**Student:** My Toth fit for CO₂ on zeolite 13X is only a curve. How can it contain an energy distribution?

**Lecturer:** Assume independent Langmuir sites with $K=K_0e^{E/k_BT}$, where $E$ is the binding energy counted positive. Define $E_0$ by $b=K_0e^{E_0/k_BT}$, with $b$ the fitted affinity, and set $x=(E-E_0)/k_BT$, $y=bP$. With $\chi(E)$ the normalised site density and $f=k_BT\chi$,
$$\theta(y)=\int f(x)\,\frac{y}{y+e^{-x}}\,dx .$$
This is a Stieltjes transform. At $y=-u+i0$ the kernel has imaginary part $\pi u\,\delta(e^{-x}-u)=\pi\,\delta(x+\ln u)$, so
$$f(x)=\frac1\pi\,\mathrm{Im}\,\theta\!\left(y=e^{-x}e^{i\pi}\right),$$
that is, $P=e^{i\pi}/K(E)$.

**Student:** Negative pressure is nonsense.

**Lecturer:** It is analytic continuation: each site contributes a pole at $P=-1/K$. For Sips, $\theta=y^n/(1+y^n)$ with $0<n<1$,
$$f_S=\frac{\sin\pi n}{2\pi\,[\cosh nx+\cos\pi n]} .$$
For Toth, $\theta=(1+y^{-t})^{-1/t}$ with $0<t<1$. The bracket becomes $1+e^{tx}e^{-i\pi t}$, of phase $-\varphi$, so
$$f_T=\frac{\sin(\varphi/t)}{\pi\,[1+2\cos(\pi t)e^{tx}+e^{2tx}]^{1/(2t)}},\qquad \tan\varphi=\frac{e^{tx}\sin\pi t}{1+e^{tx}\cos\pi t}.$$
Take the branch $0<\varphi<\pi t$, which is $\varphi=\pi t/2+\arctan[\tan(\pi t/2)\tanh(tx/2)]$.

**Student:** And the widths?

**Lecturer:** Multiply the transform by $y^{-s-1}$ and integrate over $y$, for small positive $s$. The kernel yields $\pi e^{sx}/\sin\pi s$, the isotherms yield beta functions:
$$\langle e^{sx}\rangle_S=\frac{\sin\pi s}{n\sin(\pi s/n)},\qquad \langle e^{sx}\rangle_T=\frac{\Gamma(\frac{1-s}{t})\,\Gamma(1+\frac st)}{\Gamma(\frac1t)\,\Gamma(1+s)\,\Gamma(1-s)} .$$
Derivatives of the logarithm at $s=0$ give $\langle x\rangle_S=0$, $\sigma_S^2=\frac{\pi^2}{3}(n^{-2}-1)$, and
$$\langle x\rangle_T=-\frac{\psi(1/t)+\gamma}{t},\qquad \sigma_T^2=\frac{\psi'(1/t)+\pi^2/6}{t^2}-\frac{\pi^2}{3},$$
with $\psi$ the digamma function and $\gamma$ Euler's constant. Take 298 K, where $RT=2.478$ kJ/mol converts $x$ to molar energy. An exponent $t\approx0.25$ is typical for CO₂ on 13X; 0.50 and 0.75 are model cases of milder heterogeneity. Set $n=t$.

| $t=n$ | $f_T(0)$ | $f_S(0)$ | Toth $\langle E\rangle-E_0$ (kJ/mol) | $RT\sigma_T$ (kJ/mol) | $RT\sigma_S$ (kJ/mol) |
|---|---|---|---|---|---|
| 0.25 | 0.0273 | 0.0659 | −18.2 | 13.0 | 17.4 |
| 0.50 | 0.159 | 0.159 | −4.96 | 6.00 | 7.78 |
| 0.75 | 0.455 | 0.384 | −1.47 | 3.12 | 3.96 |

**Student:** Same exponent, yet Toth is narrower and slides downhill. Why?

**Lecturer:** Tails. Sips is even in $x$ and decays as $e^{-n|x|}$. For Toth at $x\to-\infty$, $\varphi\approx e^{tx}\sin\pi t$, so $f_T\approx\frac{\sin\pi t}{\pi t}e^{tx}$. At $x\to+\infty$, $\varphi/t$ approaches $\pi$ while the denominator grows as $e^{x}$, so $f_T\approx\frac{\sin\pi t}{\pi t}e^{-(1+t)x}$. The strong-binding side is clipped, the weight lies below $E_0$, and only one long tail survives. For small exponents $\sigma_T^2\to\pi^2/(6t^2)$, half the Sips value; the width ratio at 0.25 is 0.75, near the limit $1/\sqrt2$. As the exponent approaches 1 both collapse to a single Langmuir site.

**Student:** Does the clipping matter?

**Lecturer:** The Henry slope $d\theta/dP$ at $P=0$ is $b\langle e^x\rangle$. For Toth $\langle e^x\rangle=1$; for Sips it diverges because $n<1$. So the Toth $b$ is the mean of $K$, weighted toward strong sites. With a typical $b\approx0.01$ Pa⁻¹ and $t=0.25$, $1/b=100$ Pa, but a site at the mean energy, $x=-22/3$, half-fills at $e^{22/3}/b=153$ kPa.

**Student:** My data stop at 100 kPa. Then much of this is extrapolation.

**Lecturer:** Agreed. There $bP=1000$, and sites below $x=-\ln1000=-6.91$ never reach half filling. Integrating $f_T$ up to that point gives 0.47 of the total weight, and the shape of that part comes largely from the chosen formula. Also, $E_0$ needs $K_0$, which one isotherm cannot supply.

**Student:** And 13X is a crystal with a few cation sites.

**Lecturer:** So read $f_T$ as an effective smooth distribution. It also absorbs CO₂–CO₂ interactions, which independent sites omit. An approximate mean-field attraction of 5 kJ/mol at full loading is below the 13.0 kJ/mol width at $t=0.25$ but above the 3.12 kJ/mol at $t=0.75$, where the width would no longer reflect site energies alone.